## Appendix A. Zero-point volume and the H/D volume effect in the quasi-harmonic limit

### A.1 Premises and conventions

1. **Born–Oppenheimer surface.** The nuclei move on a potential $U$ that does not depend on their masses. H and D crystals share $U$ and all force constants.
2. **Ordered crystal.** At each pressure $P$ the static enthalpy $U+PV$ has one non-degenerate minimum $x_0(P)$. The vector $x$ holds the homogeneous strains and the internal coordinates of the cell.
3. **Small amplitudes.** Displacements scale as $(\hbar/m\omega)^{1/2}$. The quadratic part of $U$ gives an energy of order $\hbar$. The cubic part has no first-order expectation value in the harmonic ground state, so the cubic part in second order and the quartic part in first order both enter at order $\hbar^2$. Only order $\hbar$ is kept.

All extensive quantities are per primitive cell, and $\sum_k$ is the sum over branches averaged over the Brillouin zone. The static bulk modulus is $B=-V\,dP/dV$ on the relaxed path $x_0(P)$. The mode Grüneisen parameter is taken on the same path,

$$\gamma_k=-\frac{d\ln\omega_k}{d\ln V}=B\,\frac{d\ln\omega_k}{dP},\tag{A1}$$

where the second form uses $d\ln V=-dP/B$. The isotope effect is called normal when $V_{\rm H}>V_{\rm D}$ and anomalous when $V_{\rm D}>V_{\rm H}$.

### A.2 The zero-point shift of the volume

At $T=0$ the equilibrium structure minimises $U(x)+PV(x)+E(x)$, with $E(x)=\sum_k\hbar\omega_k(x)/2$ and $\omega_k(x)$ obtained from the Hessian of $U$ at $x$.

*Static path.* The condition is $\nabla U+P\nabla V=0$ at $x_0(P)$. Differentiating it with respect to $P$, with the symmetric positive matrix $K=\nabla\nabla(U+PV)$, gives

$$\frac{dx_0}{dP}=-K^{-1}\nabla V .\tag{A2}$$

*Zero-point displacement.* Put $x=x_0+\delta x$. To first order the stationarity condition is $K\,\delta x+\nabla E=0$, so $\delta x=-K^{-1}\nabla E$.

*Volume.* The shift is $\Delta V=\nabla V\cdot\delta x=-\nabla V\cdot K^{-1}\nabla E$. Since $K^{-1}$ is symmetric, (A2) turns this into $\nabla E\cdot dx_0/dP$, the total derivative of $E$ along the static path:

$$\Delta V=\frac{dE}{dP}=\sum_k\frac{\hbar}{2}\frac{d\omega_k}{dP}=\sum_k\frac{\gamma_k\hbar\omega_k}{2B}.\tag{A3}$$

The last step inserts (A1). Equivalently $\Delta V/V=P_z/B$, with the zero-point pressure $P_z=-dE/dV=\sum_k\gamma_k\hbar\omega_k/2V$.

Two points follow from the derivation. First, zero-point forces on internal coordinates, which lengthen the mean O–H bond, are part of $\nabla E$. Their effect on the volume is contained in (A3), provided the frequencies are differentiated along the relaxed path. Second, $B$ cancels when pressure slopes are used. For wavenumbers $\tilde\nu_k$, $\Delta V=\tfrac12 hc\sum_k d\tilde\nu_k/dP$, and $hc\times 1\ {\rm cm^{-1}\,GPa^{-1}}=0.019864$ Å$^3$.

### A.3 Which Grüneisen parameter a layered crystal needs

In a trigonal or hexagonal cell the symmetry-preserving strains are $\eta_1=\eta_2=\eta_a$ and $\eta_3=\eta_c$ (Voigt notation). At $P=0$, with relaxed-ion elastic constants,

$$\frac{U}{V}=(C_{11}+C_{12})\eta_a^2+2C_{13}\eta_a\eta_c+\tfrac12C_{33}\eta_c^2 .$$

The constant $C_{14}$ couples shears to $\eta_1-\eta_2$ and to other shears, which vanish here. Define $\gamma_{a,k}=-\tfrac12\partial\ln\omega_k/\partial\eta_a$, $\gamma_{c,k}=-\partial\ln\omega_k/\partial\eta_c$ and $\sigma_{a,c}=\sum_k\gamma_{a,c;k}\hbar\omega_k/2V$. Then $E/V={\rm const}-2\sigma_a\eta_a-\sigma_c\eta_c$, and minimisation gives

$$(C_{11}+C_{12})\eta_a+C_{13}\eta_c=\sigma_a,\qquad 2C_{13}\eta_a+C_{33}\eta_c=\sigma_c .$$

With $\Delta=C_{33}(C_{11}+C_{12})-2C_{13}^2$ the solution is $\eta_a=(C_{33}\sigma_a-C_{13}\sigma_c)/\Delta$ and $\eta_c=[(C_{11}+C_{12})\sigma_c-2C_{13}\sigma_a]/\Delta$. Hence

$$\frac{\Delta V}{V}=2\eta_a+\eta_c=2\beta_a\sigma_a+\beta_c\sigma_c,\qquad \beta_a=\frac{C_{33}-C_{13}}{\Delta},\quad \beta_c=\frac{C_{11}+C_{12}-2C_{13}}{\Delta}.\tag{A4}$$

Setting $\sigma_a=\sigma_c=-P$ in the same equations shows that $\beta_a$ and $\beta_c$ are the linear compressibilities, so $1/B=2\beta_a+\beta_c$. On the hydrostatic path $d\ln\omega_k/dP=2\beta_a\gamma_{a,k}+\beta_c\gamma_{c,k}$, so $\gamma_k=B(2\beta_a\gamma_{a,k}+\beta_c\gamma_{c,k})$ and (A4) is (A3). Uniform scaling of the cell would give $(2\gamma_{a,k}+\gamma_{c,k})/3$, which is the right weight only when $\beta_a=\beta_c$. In brucite $c$ is typically several times more compressible than $a$, so the response of the modes to the interlayer spacing carries most of the weight. Equation (A3) fixes the volume; the split between the axes needs $\sigma_a$ and $\sigma_c$ separately.

### A.4 Isotopic substitution

Let $\rho_k=\omega_k^{\rm D}/\omega_k^{\rm H}$. The static volume and $B$ are common to both crystals by premise 1. From (A1), $\gamma_k^{\rm D}=\gamma_k^{\rm H}-d\ln\rho_k/d\ln V$. Subtracting (A3) for the two crystals gives

$$V_{\rm H}-V_{\rm D}=\sum_k\frac{\hbar\omega_k^{\rm H}}{2B}\left[\gamma_k^{\rm H}(1-\rho_k)+\frac{d\rho_k}{d\ln V}\right].\tag{A5}$$

**The weights.** The squared frequencies are eigenvalues of $D=M^{-1/2}\Phi M^{-1/2}$, with $\Phi$ the force-constant matrix and $M$ the diagonal mass matrix. Let $m$ be the hydrogen mass and $\Pi$ the projector on hydrogen coordinates. Then $\partial M^{-1/2}/\partial\ln m=-\tfrac12\Pi M^{-1/2}$, so $\partial D/\partial\ln m=-\tfrac12(\Pi D+D\Pi)$. The expectation value in the normalised eigenvector $e_k$ gives

$$\frac{\partial\ln\omega_k}{\partial\ln m}=-\tfrac12 f_k,\qquad f_k=e_k^\dagger\Pi e_k\in[0,1].\tag{A6}$$

Thus $(m_{\rm H}/m_{\rm D})^{1/2}\le\rho_k\le1$. A mode weighs in (A5) according to the share $f_k$ of its kinetic energy that hydrogen carries.

**Product rule (Teller–Redlich).** In each symmetry block, $\prod_k\omega_k^2=\det\Phi/\det M$. Therefore $\prod_k\rho_k$ depends on masses only, $\sum_k d\ln\rho_k/d\ln V=0$, and $\sum_k\gamma_k$ is the same for H and D. The last term of (A5) only transfers isotope shift between modes of one block. It vanishes when the eigenvectors do not change with volume. A zone-centre block that contains a rigid translation needs one more step. There $\Phi$ annihilates the uniform vector, so all its cofactors equal one number $\kappa$. The product of the nonzero eigenvalues is the sum of the principal minors of $M^{-1}\Phi$ of next-to-highest order, $\sum_i\kappa\,m_i/\det M=\kappa M_{\rm cell}/\det M$.

**Criterion.** Neglect the transfer term and group the modes into stretches (s), librations (l) and lattice modes (t), the last being translations of whole ions or molecules. With $S_j=\sum_{k\in j}\gamma_k\hbar\omega_k^{\rm H}/2B$ and a weighted mean ratio $\rho_j$ for each class,

$$\Delta V_{\rm H}=S_s+S_l+S_t,\qquad V_{\rm H}-V_{\rm D}=(1-\rho_s)S_s+(1-\rho_l)S_l+(1-\rho_t)S_t .\tag{A7}$$

For $S_s<0<S_l,S_t$ the effect is anomalous when $(1-\rho_s)|S_s|>(1-\rho_l)S_l+(1-\rho_t)S_t$. Stretches and librations both have $f_k$ near 1, so $\rho_s\approx\rho_l$, whereas $1-\rho_t$ is only a few per cent. The stretch must therefore outweigh the librations plus a small part of the lattice term. It need not outweigh the whole positive sum. In the window between these two conditions zero-point motion expands both crystals, and expands the deuterated one more. This window is the usual reading of ice Ih, where D$_2$O typically has the slightly larger volume.

**Form valid beyond the harmonic limit.** The mass $m$ enters the Hamiltonian only through the hydrogen kinetic energy $\hat K$, with $\partial\hat K/\partial\ln m=-\hat K$. The Hellmann–Feynman theorem for the Gibbs energy gives $\partial G/\partial\ln m=-\langle\hat K\rangle$ at any temperature. Since $V=\partial G/\partial P$, equality of mixed derivatives yields

$$V_{\rm H}-V_{\rm D}=\int_{m_{\rm H}}^{m_{\rm D}}\frac{\partial\langle\hat K\rangle_m}{\partial P}\,\frac{dm}{m}.\tag{A8}$$

This needs premise 1 only and applies to liquid water as well. The effect is anomalous when compression lowers the hydrogen kinetic energy. In the harmonic ground state $\langle\hat K\rangle=\sum_kf_k\hbar\omega_k/4$, which by (A6) equals $-\partial E/\partial\ln m$, and (A8) integrates to $d(E_{\rm H}-E_{\rm D})/dP$, that is (A5).

### A.5 Why stretches and librations compete

Equations (A3) to (A8) do not fix the signs of the $\gamma_k$. A one-bond model shows their origin. An O–H bond of length $r$ along $z$ has the Morse potential $D_e(1-e^{-\alpha u})^2$ in the extension $u$, with curvature $k=2D_e\alpha^2$ and third derivative $-3\alpha k$ at $u=0$. The hydrogen is attracted by $N$ fixed acceptor oxygens at distance $s$ and polar angle $\phi$ from the axis, either one on the axis or $N\ge3$ evenly spaced in azimuth $\psi$. The attraction is $W=-C/s^n$, so $W'>0$ and $W''=-(n+1)W'/s$. Work to first order in $W$.

A displacement $y$ of H along a direction at angle $\chi$ to an acceptor changes the distance to $s-y\cos\chi+y^2\sin^2\chi/2s$. The curvature of $W$ along that direction is $W''\cos^2\chi+W'\sin^2\chi/s$.

*Stretch.* The axial force $F_z=NW'\cos\phi$ extends the bond by $F_z/k$, which changes the Morse curvature by $-3\alpha F_z$. Adding the direct curvature with $\chi=\phi$,

$$\delta k_\parallel=NW'A_\parallel,\qquad A_\parallel=-3\alpha\cos\phi+\frac{\sin^2\phi-(n+1)\cos^2\phi}{s}.\tag{A9}$$

*Libration.* A rotation by $\theta=y/r$ moves H sideways by $y$ and back along the axis by $y^2/2r$, which costs $F_zy^2/2r$. For the sideways motion $\cos\chi=\sin\phi\cos\psi$, and $\cos^2\psi$ averages to $\tfrac12$:

$$\delta k_\perp=NW'A_\perp,\qquad A_\perp=\frac{\cos\phi}{r}+\frac{1-\tfrac12(n+2)\sin^2\phi}{s}.\tag{A10}$$

For a linear hydrogen bond, $\phi=0$, $A_\parallel<0<A_\perp$. Compression shortens $s$, which raises $W'$ and both $|A|$, so this interaction drives the stretch to $\gamma<0$ and the librations to $\gamma>0$. One force produces both signs. With $\delta\omega=\delta k/2\mu\omega$ and the same reduced mass $\mu$ for both motions, one stretch and two librations change the zero-point energy in the ratio $|A_\parallel|/\omega_s$ to $2A_\perp/\omega_l$. The strength $W'$ drops out. The stretch has the larger bracket and the larger frequency, so the ratio is of order one, which is why partial cancellation is common.

In brucite each O–H points along $c$ towards the centre of three oxygens of the next layer, at lateral distance $L=a/\sqrt3$. Take the typical values $a=3.15$ Å, $s=2.5$ Å, $r=0.96$ Å, $\alpha=2.2$ Å$^{-1}$, and assume $n=2$. Then $L=1.82$ Å, $\sin^2\phi=0.53$, $\cos\phi=0.69$, $A_\parallel=-4.9$ Å$^{-1}$ and $A_\perp=0.69$ Å$^{-1}$. The signs of the brackets survive. With the mean wavenumbers 3670 and 570 cm$^{-1}$ of Section A.8 the ratio above is 0.55. The sensitivity to compression is reduced: with axial height $z_0=s\cos\phi$ varied at fixed $L$, $F_z\propto z_0(z_0^2+L^2)^{-(n+2)/2}$ and

$$\frac{d\ln F_z}{d\ln z_0}=1-(n+2)\cos^2\phi=-0.88,$$

against $-(n+1)=-3$ for a linear bond. The model omits the H···H repulsion across the interlayer and the cation framework, which act on the librations. It explains the signs and a weak stretch response. It does not supply the slopes, which remain inputs.

### A.6 Finite temperature

The vibrational free energy of a mode is $\hbar\omega/2+k_BT\ln(1-e^{-\xi})$ with $\xi=\hbar\omega/k_BT$. Its derivative with respect to $\omega$ is $(\hbar/2)\coth(\xi/2)$. The steps of Section A.2 hold with this free energy in place of $E$:

$$\Delta V(T)=\frac{k_BT}{B}\sum_k\gamma_k\,g(\xi_k),\qquad g(\xi)=\frac{\xi}{2}\coth\frac{\xi}{2}=1+\frac{\xi^2}{12}-\dots\tag{A11}$$

The classical term $k_BT\sum_k\gamma_k/B$ is the same for H and D by the product rule, as (A8) requires when $\langle\hat K\rangle$ is fixed by equipartition. At fixed $\rho$ a mode contributes $\gamma k_BT[g(\xi)-g(\rho\xi)]/B$. The bracket is $\xi(1-\rho)/2$ for large $\xi$ and $\xi^2(1-\rho^2)/12$ for small $\xi$, smaller by the factor $\xi(1+\rho)/6$. Soft modes lose their isotope effect first while the stretch keeps its own. At this order, with $B$ and $\gamma_k$ fixed, warming moves the balance towards the anomalous sign.

### A.7 Range of validity

**(i) Second order in the volume shift.** Along the hydrostatic path let $v=\Delta V/V$ and $B'=dB/dP$. From $dP/dV=-B/V$ follows $d^2P/dV^2=B(1+B')/V^2$, so the static pressure is $-Bv+\tfrac12B(1+B')v^2$. The zero-point pressure is $P_z-B_zv$, with

$$B_z=-V\frac{dP_z}{dV}=\sum_k\frac{\hbar\omega_k}{2V}\left[\gamma_k(1+\gamma_k)-\frac{d\gamma_k}{d\ln V}\right].$$

Setting the sum to zero and iterating once from $v_1=P_z/B$ gives $v=v_1[1+\tfrac12(1+B')v_1-B_z/B]$. Let $\delta$ denote H minus D and a bar the mean of the two. Then $\delta(v_1^2)=2\bar v_1\delta v_1$ and $\delta(v_1B_z)=\bar B_z\delta v_1+\bar v_1\delta B_z$, so

$$\delta v=\delta v_1\left[1+(1+B')\bar v_1-\frac{\bar B_z}{B}\right]-\bar v_1\frac{\delta B_z}{B}.\tag{A12}$$

The bracket rescales the effect. The last term survives when $\delta v_1=0$ and decides the sign at a close cancellation. In an anisotropic crystal the zero-point strain leaves the hydrostatic path, so (A12) gives the size of the correction and not its exact value.

**(ii) Intrinsic anharmonicity.** For a Morse stretch with harmonic wavenumber $\tilde\omega_e$ and anharmonicity $X=\tilde\omega_ex_e$, the zero-point energy is $\tilde\omega_e/2-X/4$ and the fundamental is $\tilde\nu=\tilde\omega_e-2X$. On deuteration $\tilde\omega_e$ scales as $\rho$ and $X$ as $\rho^2$. Eliminating $\tilde\omega_e$,

$$E_{\rm H}-E_{\rm D}=\tfrac12(1-\rho)\,\tilde\nu_{\rm H}+\left[(1-\rho)-\tfrac14(1-\rho^2)\right]X_{\rm H}.\tag{A13}$$

Using the slope of a fundamental in (A5) omits the pressure derivative of the second term.

**(iii) Loss of the single minimum.** Premises 2 and 3 fail when hydrogen moves in a flat or multi-well potential. Under compression the hydrogen of brucite tends to leave the threefold axis for three equivalent sites, and short hydrogen bonds approach a double well with tunnelling. Only (A8) remains, as it does for a liquid, which has no reference minimum.

**(iv) Cancellation.** If the classes in (A7) carry relative uncertainties $\epsilon_j$, the sign is determined only when $|V_{\rm H}-V_{\rm D}|>\sum_j\epsilon_j(1-\rho_j)|S_j|$.

**(v) Sampling.** Zone-centre wavenumbers replace the zone average only for weakly dispersive branches, and polar modes also depend on the direction of the wavevector.

### A.8 Illustration: Mg(OH)$_2$ and Mg(OD)$_2$ at $T=0$

The cell holds one formula unit, five atoms and 15 branches. With Mg on the inversion centre the optical modes at the zone centre are $2A_{1g}+2E_g+2A_{2u}+2E_u$. Each branch is represented by one wavenumber.

*Inputs, all typical or assumed.* $V=41$ Å$^3$ and $B=40$ GPa. Stretches: $A_{1g}$ 3650 cm$^{-1}$ with slope $-7$ cm$^{-1}$ GPa$^{-1}$, and $A_{2u}$ 3690 cm$^{-1}$ with slope $-0.6$ cm$^{-1}$ GPa$^{-1}$, so $\gamma=-0.077$ and $-0.0065$ by (A1). Librations: $E_g$ 725 and $E_u$ 415 cm$^{-1}$. Lattice modes: $A_{1g}$ 445, $E_g$ 280, $A_{2u}$ 460 and $E_u$ 360 cm$^{-1}$, and an assumed acoustic mean of 200 cm$^{-1}$. All non-stretch branches are given $\gamma=0.7$. This is a typical size for the lattice modes. It was extended to the librations because it reproduces the typical behaviour of brucite, a normal effect of a few tenths of a per cent at most, so the result below is no test of the model. Masses in u: H 1.0078, D 2.0141, O 15.999, Mg 24.305.

*Frequency ratios.* Treat OH$^-$ as a stiff diatomic. Stretch and libration about the centre of mass both scale with the reduced mass, $\rho=(\mu_{\rm OH}/\mu_{\rm OD})^{1/2}=0.7280$. Gerade lattice modes move the OH units only, $\rho=(M_{\rm OH}/M_{\rm OD})^{1/2}=0.9717$. The product is $(m_{\rm H}/m_{\rm D})^{1/2}=0.7074$, as the product rule demands for a block of one O and one H coordinate. Acoustic branches are scaled with the cell mass, $\rho=(M_{\rm cell,H}/M_{\rm cell,D})^{1/2}=0.9832$. Ungerade lattice modes move Mg against two OH units, and their reduced mass gives $\rho=0.9717/0.9832=0.9883$, in line with the rule for blocks containing a translation.

| Class | Branches | $\sum\tilde\nu$ (cm$^{-1}$) | $\rho$ | $S_j$ ($10^{-3}$ Å$^3$) | $(1-\rho)S_j$ ($10^{-3}$ Å$^3$) |
|---|---|---|---|---|---|
| Stretch | 2 | 7340 | 0.7280 | −75 | −21 |
| Libration | 4 | 2280 | 0.7280 | 396 | 108 |
| Lattice, g | 3 | 1005 | 0.9717 | 175 | 5 |
| Lattice, u | 3 | 1180 | 0.9883 | 205 | 2 |
| Acoustic | 3 | 600 | 0.9832 | 104 | 2 |
| Total | 15 | | | 805 | 96 |

The model's zero-point expansion of Mg(OH)$_2$ is 2.0 per cent, and its isotope effect is $(V_{\rm H}-V_{\rm D})/V=+0.2$ per cent, the normal sign. The stretch term removes only 18 per cent of the positive terms in the last column, so with these inputs the cancellation is partial and far from close. Lattice and acoustic branches supply 60 per cent of the net expansion but only 9 per cent of the net isotope effect.

*Thresholds.* With the other inputs fixed, the sign turns anomalous if the libration parameter falls below 0.07, or if the mean stretch slope goes from $-3.8$ to $-22$ cm$^{-1}$ GPa$^{-1}$, a mean $\gamma$ of $-0.24$. The total zero-point shift changes sign only at $-44$ cm$^{-1}$ GPa$^{-1}$. Slopes between the last two values span the window of Section A.4.

*Neglected terms.*

- Second order, (A12): $\bar v_1=0.018$. With an approximate $B'=6$, $(1+B')\bar v_1=0.13$. The rough form $B_z\approx(1+\gamma)P_z$ with constant $\gamma=0.7$ makes the two $B_z$ terms together $-2(1+\gamma)\bar v_1=-0.06$. The net relative change is about $+0.07$.
- Stretch anharmonicity, (A13): the coefficients of $\tilde\nu$ and $X$ are 0.136 and 0.154. An assumed $dX/dP=+1$ cm$^{-1}$ GPa$^{-1}$ in each stretch adds $6\times10^{-3}$ Å$^3$.
- Mode mixing: a pure-H $E_g$ libration ($\rho=0.7074$) with a pure-O translation ($\rho=1$) adds $2\times10^{-3}$ Å$^3$. Equal sharing of the shift between the two close $E_u$ modes adds $0.2\times10^{-3}$ Å$^3$. The transfer term of (A5) can be larger. If the $E_g$ pair passed between its two limits over a 20 per cent change of volume, the term would be $17\times10^{-3}$ Å$^3$ in magnitude, which rivals the stretch term.
- Temperature, (A11): at 100 K, $k_BT/hc=69.5$ cm$^{-1}$, and the isotope term of the $E_u$ libration falls by 5 per cent.

None of these terms approaches the $96\times10^{-3}$ Å$^3$ needed to reverse the sign. The libration parameter controls the magnitude: changing it by $\pm50$ per cent, to 0.35 or 1.05, moves the model's isotope effect between 0.1 and 0.4 per cent. One significant figure is all the model supports.